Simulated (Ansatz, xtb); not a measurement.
# Relative energy of two isomers of BrH8PSi3

We compare X, `[SiH3][Si@H](P)[SiH2]Br`, a singlet, with Y, `[SiH3][SiH2]P[SiH2]Br`, a singlet. Both are isolated molecules in the gas phase, relaxed with B3LYP/def2-SVP, each in the lowest conformer that the search found.

Which of the two would you expect CCSD(T)/def2-SVP + ΔMP2/def2-TZVPP electronic energies to favour?

Structure Y; the calculation gives E(Y) − E(X) = −0.198 eV.

Level by level:

| level | geometry | E(Y) − E(X) (eV) | departure from the last row (eV) | job, with rough time for the two |
| --- | --- | --- | --- | --- |
| GFN2-xTB | GFN2-xTB | −0.513 | −0.316 | optimisation, 0.85 s |
| HF/STO-3G | GFN2-xTB | −0.163 | +0.035 | single point, 1.3 s |
| r2SCAN-D4/def2-SVP | GFN2-xTB | −0.254 | −0.056 | single point, 7.2 s |
| B3LYP/def2-SVP | B3LYP/def2-SVP | −0.152 | +0.045 | optimisation, 2.5 min |
| HF/def2-SVP | B3LYP/def2-SVP | −0.185 | +0.013 | part of the CCSD(T) run |
| MP2/def2-SVP | B3LYP/def2-SVP | −0.205 | −0.008 | part of the CCSD(T) run |
| CCSD(T)/def2-SVP | B3LYP/def2-SVP | −0.161 | +0.037 | single point |
| CCSD(T)/def2-SVP + ΔMP2/def2-TZVPP | B3LYP/def2-SVP | −0.198 |  | single point, 85 s |

As drawn, Y has 1 P–Si, 1 Si–H in place of 1 Si–Si, 1 P–H.

None of the levels shown reverses the order. The largest departure from CCSD(T)/def2-SVP + ΔMP2/def2-TZVPP is that of GFN2-xTB, 0.316 eV. A small imaginary or near-zero mode remains, so no thermal terms are given. The last row adds to CCSD(T) the change of the MP2 difference between the two basis sets, here −0.037 eV.

The correlated steps freeze 29 core orbitals; the filled d shell of Br is correlated, in a basis made for valence electrons. Programs: Ansatz 0.2.0, xtb 6.7.1; the last row on 2 threads of Intel(R) Xeon(R) Processor @ 2.70GHz on a shared host.

Moving phosphorus from a terminal PH2 group into the chain lowers the electronic energy, and every level agrees on the sign. The exchange of bonds offers a simple reason: Si–Si and P–H are both nearly nonpolar, whereas the P–Si and Si–H bonds that replace them gain some ionic stabilisation from the electropositive silicon. Y also places phosphorus next to the bromine-bearing silicon, where donation from the phosphorus lone pair into the Si–Br antibonding orbital probably helps a little.

Hartree–Fock already recovers most of the preference, which suggests that it originates in bond polarity and electrostatics rather than in dispersion. Its closeness to the final value is partly a cancellation, however: in the small basis CCSD(T) weakens the preference relative to Hartree–Fock, and the basis-set correction restores it. GFN2-xTB gets the direction right but exaggerates the gap, probably through its parametrised balance of Si–Si and P–Si bonding. Comparison with the bromine-free pair would be needed to separate the bond exchange from the influence of the halogen.
